# Notes on multifold crossings at $\Gamma$ in chiral cubic crystals, with AlPt as the example

## 1. Premises and conventions

1. Independent electrons in a crystal whose point group $G$ is $T$ or $O$ (proper rotations only), with time reversal $\Theta$. AlPt has the B20 structure, space group $P2_13$, $G=T$, with four Al and four Pt atoms per cell on threefold axes.
2. A degenerate level at $\Gamma$ is separated from all others. I expand in the $\Gamma$ Bloch functions and fold the remote bands in perturbatively, so $H(\mathbf k)$ is a power series in $\mathbf k$. The first-order term is $(\hbar/m_e)\,\mathbf k\cdot\mathbf p$ inside the level, and folding starts at second order.
3. At $\Gamma$ lattice translations act as 1, so a screw $\{R|\mathbf t\}$ is represented by a matrix $D(R)$ of the point group. The invariance conditions are
$$D(R)H(\mathbf k)D(R)^{-1}=H(R\mathbf k),\qquad \Theta H(\mathbf k)\Theta^{-1}=H(-\mathbf k).$$
4. Berry connection $\mathbf A=i\langle u|\nabla_{\mathbf k}u\rangle$, and $C=\frac1{2\pi}\oint(\nabla\times\mathbf A)\cdot d\mathbf S$ on a sphere around the node with outward normal. The opposite sign of $\mathbf A$ reverses every $C$ below.

Triplets are natural in B20. One $s$ orbital on each of four equivalent sites has characters $4,0,1$ on $E$, $C_2$ (a screw, fixing no site) and $C_3$, which is $A+T$.

## 2. Spinless triplet: counting the linear invariants

Write $H^{(1)}=\sum_i k_iM_i$ with Hermitian $M_i$. Since $\mathbf k$ is a vector, the first condition says that the three $M_i$ transform under conjugation by $D$ as the vector representation $V$ ($T$ of $T$, $T_1$ of $O$). Each copy of $V$ in the matrix space gives one free constant.

The triplets of $T$ and $O$ are real representations. Without spin $\Theta=K$, and I choose real basis functions $X,Y,Z$. The second condition becomes $H(\mathbf k)^*=H(-\mathbf k)$, so $M_i^*=-M_i$. A Hermitian imaginary matrix is $i$ times a real antisymmetric one. With $D$ real orthogonal, $M\to DMD^{\mathsf T}$, so such matrices span the antisymmetric square, and the real symmetric matrices (allowed with even powers of $k$) span the symmetric square. Their characters are $\chi_\mp(g)=\tfrac12[\chi(g)^2\mp\chi(g^2)]$.

| class | $E$ | $3C_2$ | $8C_3$ | $6C_4$ | $6C_2'$ |
|---|---|---|---|---|---|
| $\chi_V$ | 3 | $-1$ | 0 | 1 | $-1$ |
| $\chi$ ($T_1$, $T_2$) | 3 | $-1$ | 0 | $\pm1$ | $\mp1$ |
| $\chi_-$ | 3 | $-1$ | 0 | 1 | $-1$ |
| $\chi_+$ | 6 | 2 | 0 | 0 | 2 |

The group $T$ uses the first three columns. With $n=|G|^{-1}\sum_g\chi_V\chi_\mp$:

- $T$: $n_-=(9+3)/12=1$ and $n_+=(18-6)/12=1$.
- $O$: $n_-=(9+3+6+6)/24=1$ and $n_+=(18-6-12)/24=0$, for $T_1$ and $T_2$ alike.

So time reversal leaves exactly one constant. In $O$ the rotations alone already do this. In $T$ it is $\Theta$ that removes the symmetric copy.

To build the invariant, take $(L_i)_{jl}=-i\epsilon_{ijl}$. For $D=R$ with $\det R=1$, invariance of $\epsilon$ gives $R\,(\mathbf k\cdot\mathbf L)R^{\mathsf T}=(R\mathbf k)\cdot\mathbf L$. For $T_2$, $D=\pm R$ and the sign cancels. Hence
$$H=\hbar v\,\mathbf k\cdot\mathbf L=\hbar v\begin{pmatrix}0&-ik_z&ik_y\\ ik_z&0&-ik_x\\ -ik_y&ik_x&0\end{pmatrix},\qquad v=\frac{\hbar}{m_e}\langle X|\partial_z|Y\rangle ,$$
where $v$ follows from equating the $XY$ element with $(\hbar/m_e)k_z\langle X|p_z|Y\rangle$. The matrices obey $[L_x,L_y]=iL_z$ and $\mathbf L^2=2$, so they are a spin 1. The linear Hamiltonian is invariant under all of $SO(3)$ although only a cubic group was imposed. By Schur's lemma a real basis transforming with these $D$ is fixed up to a common real factor, so the sign of $v$ has meaning.

Chirality is needed. Inversion acts on an irreducible triplet as $\pm1$ and would force $H(\mathbf k)=H(-\mathbf k)$, so $v=0$. In $T_d$ the characters $\chi_-$ are unchanged, but the vector has $-1$ on $S_4$ and $+1$ on $\sigma_d$, so $n_-=(9+3-6-6)/24=0$. The enantiomer has $H'(\mathbf k)=H(-\mathbf k)$ with the same $D(R)$, because inversion commutes with rotations, and $v$ changes sign.

**Spectrum.** On a column vector $\mathbf u$, $(\mathbf k\cdot\mathbf L)\mathbf u=i\,\mathbf k\times\mathbf u$. The longitudinal vector $\hat{\mathbf k}$ has eigenvalue 0. For a right-handed triad $(\mathbf e_1,\mathbf e_2,\hat{\mathbf k})$, $i\hat{\mathbf k}\times(\mathbf e_1\pm i\mathbf e_2)=\pm(\mathbf e_1\pm i\mathbf e_2)$. Therefore
$$E=0,\ \pm\hbar vk .$$

**Without $\Theta$ in $T$.** Adding the symmetric copy with constant $w$ turns the elements $H_{12},H_{23},H_{31}$ into $\hbar(w-iv)(k_z,k_x,k_y)$. With $w-iv=\rho e^{-i\varphi}$ the secular equation is $E^3-(\hbar\rho k)^2E-2(\hbar\rho)^3\cos3\varphi\;k_xk_yk_z=0$. A double root requires $k^6=27\cos^23\varphi\,(k_xk_yk_z)^2$, and since $(k_xk_yk_z)^2\le k^6/27$ this happens only for $\cos3\varphi=\pm1$ along $\langle111\rangle$. The bands stay apart from $w=0$ up to $|w|=|v|/\sqrt3$, so a weak breaking of $\Theta$ warps the cones and leaves the Chern numbers alone.

## 3. Chern number of a helicity band

Let $H=\hbar v\,\mathbf k\cdot\mathbf J$ for any $J$, with $\hat{\mathbf k}=(\theta,\phi)$. The rotation $U=e^{-i\phi J_z}e^{-i\theta J_y}$ takes $\hat z$ to $\hat{\mathbf k}$, so $|u_m\rangle=U|m\rangle$ has helicity $\hat{\mathbf k}\cdot\mathbf J=m$ and energy $\hbar vkm$. The $2J+1$ bands are nondegenerate for $k\neq0$. The connection components are
$$A_\theta=i\langle u|\partial_\theta u\rangle=\langle m|J_y|m\rangle=0,$$
$$A_\phi=\langle m|e^{i\theta J_y}J_ze^{-i\theta J_y}|m\rangle=\langle m|J_z\cos\theta-J_x\sin\theta|m\rangle=m\cos\theta .$$
Then $F_{\theta\phi}=\partial_\theta A_\phi-\partial_\phi A_\theta=-m\sin\theta$. This gauge is singular at the poles, but the curvature is gauge invariant and smooth, $\boldsymbol\Omega=-m\,\hat{\mathbf k}/k^2$, and two points do not affect its integral:
$$C_m=\frac1{2\pi}\int_0^{2\pi}\!d\phi\int_0^\pi\!d\theta\,(-m\sin\theta)=-2m .$$
Only two facts were used: the state is $U$ times a fixed vector, and that vector is an eigenstate of $J_z$. I reuse this in section 5.

For $v>0$, from the top band down: $C=-2,0,+2$ for the triplet, $-3,-1,+1,+3$ for $J=3/2$, and $-1,+1$ for a Weyl doublet. For $v<0$ the order in energy is reversed. $C$ is an integer that varies continuously with the parameters while the band is isolated on the sphere, so it is constant until the band touches a neighbour.

## 4. The quartet is not forced to be isotropic

With spin, the quartet of $O$ is the restriction of $J=3/2$. In $T$ the $J=3/2$ character has norm $(2\cdot16+16\cdot1)/24=2$ over the 24 elements of the double group, and overlap $(2\cdot8-16)/24=0$ with the $J=1/2$ doublet. It therefore splits into the two other doublets, which are the $J=1/2$ doublet multiplied by the one-dimensional representations with $C_3$ character $e^{\pm2\pi i/3}$. They are complex conjugates and $\Theta$ holds them together.

The $4\times4$ matrices are tensors of rank $\ell=0$ to 3 in $\mathbf J$. Since $\Theta\mathbf J\Theta^{-1}=-\mathbf J$, the odd ones have $\ell=1,3$, with summed characters $10,-2,1,0,-2$ on the five classes. The vector occurs $(30+6+12)/24=2$ times in $O$ and $(30+6)/12=3$ times in $T$. So $\mathbf k\cdot\mathbf J$ is a special case, and I need to know how far its Chern numbers reach.

The two vectors of $O$ are $J_i$ and $J_i^3$. I use
$$V_i=\tfrac13(7J_i-4J_i^3),\qquad U_i=\tfrac16(13J_i-4J_i^3),\qquad J_i=U_i-\tfrac12V_i .$$
In the order $m=\tfrac32,\tfrac12,-\tfrac12,-\tfrac32$, $V_z=\mathrm{diag}(-1,1,-1,1)$ and $U_z=\mathrm{diag}(1,1,-1,-1)$. With the standard matrices, $\mathbf V=(-\sigma_x,\sigma_y,-\sigma_z)$ on the pair $m=\pm\frac32$ and $(-\sigma_x,-\sigma_y,\sigma_z)$ on $m=\pm\frac12$. Thus $\{V_i,V_j\}=2\delta_{ij}$ and $V_xV_yV_z=+i$: $\mathbf k\cdot\mathbf V$ is two Weyl doublets with the handedness of $\mathbf k\cdot\boldsymbol\sigma$.

**The third constant of $T$.** Let $\Lambda=\{\{J_x,J_y\},J_z\}/\sqrt3$. The commutation rules show that $\{\{J_x,J_y\},J_z\}$ is $2/3$ of the sum of all six orderings of $J_xJ_yJ_z$, so $\Lambda$ is invariant under $T$, and it is odd under $\Theta$. Its only elements are $\langle\frac32|\Lambda|{-\frac12}\rangle=-i$, $\langle\frac12|\Lambda|{-\frac32}\rangle=+i$ and their conjugates, so $\Lambda^2=1$ and $\Lambda=\pm1$ labels the two doublets. $V_z$ has equal entries on the states that $\Lambda$ connects and $U_z$ has opposite ones, so $[\Lambda,V_i]=0$ and $\{\Lambda,U_i\}=0$, for all $i$ by $C_3$. The third vector is $W_i=i\Lambda U_i$, Hermitian and $\Theta$-odd. The unitary $e^{i\alpha\Lambda/2}$ commutes with $T$ and with $\Theta$, leaves $\mathbf V$ fixed, and sends $U_i\to U_i\cos\alpha+W_i\sin\alpha$. A choice of the relative phase of the two doublets thus removes $\mathbf W$, and for both groups
$$H=\hbar\,\mathbf k\cdot(a\mathbf V+b\mathbf U),\qquad b\ge0 \text{ in } T .$$
The isotropic points are $b=2|a|$ in $T$ and $b=-2a$ in $O$. The spectrum and the Chern numbers are even in $b$ in both groups, since $\Lambda$ flips the sign of $\mathbf U$.

**Spectrum.** $\Theta$ gives the same spectrum at $\pm\mathbf k$ and linearity gives $H(-\mathbf k)=-H(\mathbf k)$, so the levels are $\pm E_1,\pm E_2$. Put $\hbar k=1$.

- $\mathrm{tr}H^2$ is a quadratic cubic invariant, hence isotropic, and $\mathrm{tr}\,U_iV_j=0$. From the $z$ axis, $E_1^2+E_2^2=2(a^2+b^2)$.
- $\det H=E_1^2E_2^2$ is a quartic invariant, hence linear in $f=(k_x^2k_y^2+k_y^2k_z^2+k_z^2k_x^2)/k^4\in[0,\frac13]$.
- Along $[001]$, $f=0$, the levels are $\pm(b-a),\pm(b+a)$.
- Along $[111]$, $f=\frac13$, each doublet has one state with $C_3=-1$ and one with $e^{+i\pi/3}$ or $e^{-i\pi/3}$. The latter two have no partner in the other doublet, so $\hat{\mathbf k}\cdot\mathbf U$, which commutes with $C_3$ and changes doublet, annihilates them. Their energies are $\pm a$, and the trace leaves $\pm\sqrt{a^2+2b^2}$.

Interpolating, $\det H=(1-3f)(a^2-b^2)^2+3f\,a^2(a^2+2b^2)$, and
$$E_{1,2}^2=(\hbar k)^2\Big[a^2+b^2\pm|b|\sqrt{4a^2(1-3f)+3b^2f}\Big].$$
Both terms under the root are non-negative and they vanish at opposite ends of the range of $f$, so $E_1\ne E_2$ whenever $ab\neq0$. For $a\ne0$ the determinant vanishes only for $|a|=|b|$ on the cube axes.

**Chern numbers.** The sector $|b|>|a|>0$ at a given sign of $a$ has no touching and contains an isotropic point. For $a<0$ it has $C=-3,-1,+1,+3$ from the top, and the reverse signs for $a>0$. For $0<|b|<|a|$ with $a<0$, the lowest band has touched nothing on the way and keeps $+3$. The middle gap stays open down to $b=0$, where the two lower bands of $-|a|\,\mathbf k\cdot\mathbf V$ carry $-1$ each. Their sum is $-2$, so the second band has $-2-3=-5$, and the set is $-3,+5,-5,+3$. The change of $-6$ in the sum matches six touchings on the cube axes. The magnitudes 3 and 1 therefore hold for $|b|>|a|>0$ and not for every quartet.

## 5. Triplet with spin-orbit coupling

Pt is heavy, so I need the link between sections 2 and 4. At $\mathbf k=0$ a spin-dependent term is $\sum M_{j}\sigma_j$. It is $\Theta$-even only if $M_j$ is odd, that is antisymmetric, and $n_-=1$ leaves $\lambda\,\mathbf L\cdot\mathbf S$ with $\mathbf S=\boldsymbol\sigma/2$. I keep
$$H=\hbar v\,\mathbf k\cdot\mathbf L+\lambda\,\mathbf L\cdot\mathbf S .$$
With $\mathbf J=\mathbf L+\mathbf S$, $\mathbf L\cdot\mathbf S=\frac12[j(j+1)-2-\frac34]$ puts the quartet at $\lambda/2$ and a doublet at $-\lambda$. The splitting is $\Delta=3\lambda/2$. Inside a multiplet $\mathbf L\to g_j\mathbf J$ with $g_j=[j(j+1)+2-\frac34]/[2j(j+1)]$, so $g_{3/2}=\frac23$ and $g_{1/2}=\frac43$. The quartet lands on the isotropic point, $a=-v/3$, $b=2v/3$, with slopes $\pm\hbar v$ and $\pm\hbar v/3$. The doublet is a Weyl node with slopes $\pm2\hbar v/3$.

The six-band model commutes with $\hat{\mathbf k}\cdot\mathbf J$, so every band has a helicity $m$ and $C=-2m$ by section 3. Take $\mathbf k\parallel z$, $\varepsilon=\hbar vk$, and measure energy from the quartet. The states $m=\pm\frac32$ are alone in their sectors, $E=\pm\varepsilon$. For $m=+\frac12$, in the basis $|1,\downarrow\rangle,|0,\uparrow\rangle$,
$$H=\begin{pmatrix}\varepsilon-\frac23\Delta&\frac{\sqrt2}3\Delta\\ \frac{\sqrt2}3\Delta&-\frac13\Delta\end{pmatrix},$$
and $m=-\frac12$ follows from $\varepsilon\to-\varepsilon$. Each sector has an upper (u) and a lower (l) root:
$$E^{u,l}_{\pm1/2}=\tfrac12(\pm\varepsilon-\Delta)+\tfrac{\eta}2\,s_\pm,\qquad s_\pm=\sqrt{\varepsilon^2\mp\tfrac23\varepsilon\Delta+\Delta^2},\qquad \eta=+1\ (u),\ -1\ (l).$$
For $\varepsilon\ll\Delta$, $E^u_{\pm1/2}=\pm\varepsilon/3+2\varepsilon^2/9\Delta$, a relative correction $2\varepsilon/3\Delta$. For $\varepsilon\gg\Delta$ the levels group in pairs around $-\Delta/3+(\varepsilon,0,-\varepsilon)$, with helicities $(\frac32,\frac12)$, $(-\frac12,\frac12)$, $(-\frac32,-\frac12)$. The pair sums of $C$ are $-4,0,+4$, twice the spinless values.

The gap above $E^u_{-1/2}$ never closes for $v,\Delta>0$. Since $s_--s_+=\frac43\varepsilon\Delta/(s_++s_-)$ and $s_++s_-\ge\sqrt2\Delta$, one has $E^u_{+1/2}-E^u_{-1/2}\ge(1-\sqrt2/3)\varepsilon$. The two bands above it carry $-3-1=-4$ in both regimes. The band $m=-\frac32$ does cross $E^l_{+1/2}$: setting them equal gives $s_+=3\varepsilon-\Delta$, so $\varepsilon=2\Delta/3$. That sphere of degeneracy is an artefact of isotropy. Cubic terms can mix the two bands in general directions, though not along $\langle111\rangle$, where helicities differing by 2 have different $C_3$ eigenvalues.

## 6. Range of validity

- **Order $k^2$.** These terms pair the symmetric square with the quadratic forms in $k$, both with character $\chi_+$: $(36+12)/12=4$ constants in $T$ and $(36+12+24)/24=3$ in $O$. Explicitly, $H_{11}=c_1k^2+c_2k_x^2+c_4(k_y^2-k_z^2)$, $H_{12}=c_3k_xk_y$ and cyclic, with $c_4=0$ in $O$. For the middle band they are the leading dispersion: $E_0=\hat{\mathbf k}^{\mathsf T}H^{(2)}\hat{\mathbf k}=k^2[c_1+c_2(1-2f)+2c_3f]$, in which $c_4$ cancels. The flat band is flat to first order only. If the $c_i$ are of order $\hbar^2/2m_e$, the linear form needs $k\ll k^*=2m_ev/\hbar$. A nearby remote level makes them larger.
- **Spin.** The spin-1 form needs $\hbar vk\gg|\Delta|$ and the quartet form needs $\hbar vk\ll|\Delta|$. I dropped $k$-linear spin terms, of the type $k_i\sigma_j$ times a symmetric orbital matrix. They move $(a,b)$ off the isotropic point and change $C$ only if they reach $|b|=|a|$ or $a=0$.
- **Locality.** $C$ refers to a sphere on which the band is isolated. The charges in a given gap sum to zero over the periodic zone, so compensating nodes exist elsewhere. At $R=(\pi,\pi,\pi)/a_c$ the screws of $P2_13$ make the representations projective, and the counting above does not apply there.
- **Perturbations.** Strain that lowers the cubic symmetry splits the multiplet at $k=0$. The Chern numbers on a sphere large enough that $\hbar vk$ exceeds the splitting are unchanged.

## 7. Numbers for AlPt

I take as given that AlPt has a fourfold crossing at $\Gamma$ descending from a spinless triplet, as discussed for this compound by Schröter and co-workers in 2019. Inputs: $a_c\approx4.86$ Å (approximate), and two assumed values of typical size, $\hbar v=2.0$ eV Å and $\Delta=0.20$ eV. They are not fitted to AlPt and either could be off by a factor of two. The signs $v>0$, $\Delta>0$ are a choice: the enantiomer reverses $v$, and reversing both signs inverts the spectrum.

Scales: $v=3.0\times10^5$ m/s, $\pi/a_c=0.65$ Å$^{-1}$, $k_\Delta=\Delta/\hbar v=0.10$ Å$^{-1}$ (15 % of $\Gamma X$), and with $\hbar^2/2m_e=3.81$ eV Å$^2$, $k^*=0.52$ Å$^{-1}$. The accidental crossing lies at $0.067$ Å$^{-1}$.

| band | $C$ | $k=0.02$ Å$^{-1}$, six-band (meV) | linear multiplets (meV) | $k=0.20$ Å$^{-1}$, six-band (eV) | spinless limit (eV) |
|---|---|---|---|---|---|
| $+\frac32$ | $-3$ | 40 | 40 | 0.40 | 0.33 |
| $+\frac12$, u | $-1$ | 15 | 13 | 0.29 | 0.33 |
| $-\frac12$, u | $+1$ | $-12$ | $-13$ | $-0.05$ | $-0.07$ |
| $-\frac32$ | $+3$ | $-40$ | $-40$ | $-0.40$ | $-0.47$ |
| $+\frac12$, l | $-1$ | $-175$ | $-173$ | $-0.09$ | $-0.07$ |
| $-\frac12$, l | $+1$ | $-228$ | $-227$ | $-0.55$ | $-0.47$ |

At $0.02$ Å$^{-1}$ the quartet form works to about 13 % on the inner bands. The quartet-doublet mixing $2\varepsilon^2/9\Delta=1.8$ meV is matched by the neglected orbital scale $\hbar^2k^2/2m_e=1.5$ meV, so the difference between the two meV columns is no prediction for AlPt. At $0.20$ Å$^{-1}$ that scale is $0.15$ eV against $\varepsilon=0.40$ eV: the outer bands are uncertain by tens of per cent, and the position of the middle pair is not determined at all. The spin-1 window $k_\Delta\ll k\ll k^*$ spans only a factor of about 5, so with spin-orbit coupling of this size the spinless levels $0,\pm\hbar vk$ are never accurate for AlPt, and for $k\ll k_\Delta$ they miss the inner bands altogether (0 and $\pm\hbar vk$ in place of $\pm\hbar vk/3$). The integers are the robust part: within this model the two upper bands carry $|C|=3+1=4$ at every $k$, with a sign set by the handedness of the crystal.